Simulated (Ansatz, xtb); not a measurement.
# C2H11B3NP: which of two isomers lies lower

Structure X: `BP(BN)B(C)C`, a singlet. Structure Y: `BPBNB(C)C`, a singlet. Both are isolated molecules in the gas phase, relaxed with PBE0-D3(BJ)/def2-SVP; each stands in its lowest conformer found.

Q: Estimate E(Y) − E(X) at the level CCSD(T)/def2-SVP + ΔMP2/def2-TZVPP.

A: Calculated at CCSD(T)/def2-SVP + ΔMP2/def2-TZVPP: E(Y) − E(X) = −8.9 kcal/mol, so structure Y lies lower.

How the difference moves with the method:

```
                             level              geometry  E(Y) − E(X) (kcal/mol)  departure from the last row (kcal/mol)  job, with rough time for the two
                          GFN2-xTB              GFN2-xTB                     −16.3                                    −7.4               optimisation, 0.7 s
                         HF/STO-3G              GFN2-xTB                     −16.4                                    −7.5              single point, 0.32 s
                r2SCAN-D4/def2-SVP              GFN2-xTB                      −9.4                                    −0.4               single point, 2.4 s
              PBE0-D3(BJ)/def2-SVP  PBE0-D3(BJ)/def2-SVP                      −9.2                                    −0.3                optimisation, 67 s
                       HF/def2-SVP  PBE0-D3(BJ)/def2-SVP                     −12.3                                    −3.3           part of the CCSD(T) run
                      MP2/def2-SVP  PBE0-D3(BJ)/def2-SVP                     −10.4                                    −1.5           part of the CCSD(T) run
                  CCSD(T)/def2-SVP  PBE0-D3(BJ)/def2-SVP                     −10.7                                    −1.8                      single point
CCSD(T)/def2-SVP + ΔMP2/def2-TZVPP  PBE0-D3(BJ)/def2-SVP                      −8.9                                                        single point, 33 s
```

As drawn, Y has 1 B–N, 1 P–H in place of 1 B–P, 1 N–H.

The levels shown agree on the order. The largest departure from CCSD(T)/def2-SVP + ΔMP2/def2-TZVPP is that of HF/STO-3G, 7.5 kcal/mol. The last row adds to CCSD(T) the change of the MP2 difference between the two basis sets, here +1.8 kcal/mol.

With thermal terms from frequencies at re-optimised GFN2-xTB minima (ideal gas, soft modes damped towards free rotors, one conformer each, 298.15 K, 1 atm): on the last row, ΔE + ΔZPE = −9.8, ΔH = −10.2, ΔG = −9.2 kcal/mol.

The correlated steps freeze 11 core orbitals. Codes used: Ansatz 0.2.0, xtb 6.7.1; the last row on 4 threads of Intel(R) Xeon(R) 6975P-C (Granite Rapids) on a shared host.

Y is the lower isomer at every level, and the thermal terms leave that preference intact. Moving the dimethylboryl group from phosphorus to nitrogen exchanges a B–P and an N–H bond for a B–N and a P–H bond. The N–H bond given up is stronger than the P–H bond gained, so the preference must come from the boron linkages. B–N bonds are short and strongly polar, and the nitrogen lone pair overlaps well with the empty boron p orbital, whereas phosphorus must pay to flatten before it can donate comparably. Zero-point energy helps Y further, probably because a stiff N–H stretch gives way to a softer P–H one.

Hartree–Fock overstates the gap; correlation and the larger basis each reduce it. The closeness of PBE0 to the final value, nearer than CCSD(T) in the same small basis, may therefore owe something to compensating errors. The ordering concerns isolated monomers and need not carry over to the condensed phase, where such open boron centres tend to associate through B–N, B–P or hydride bridges.
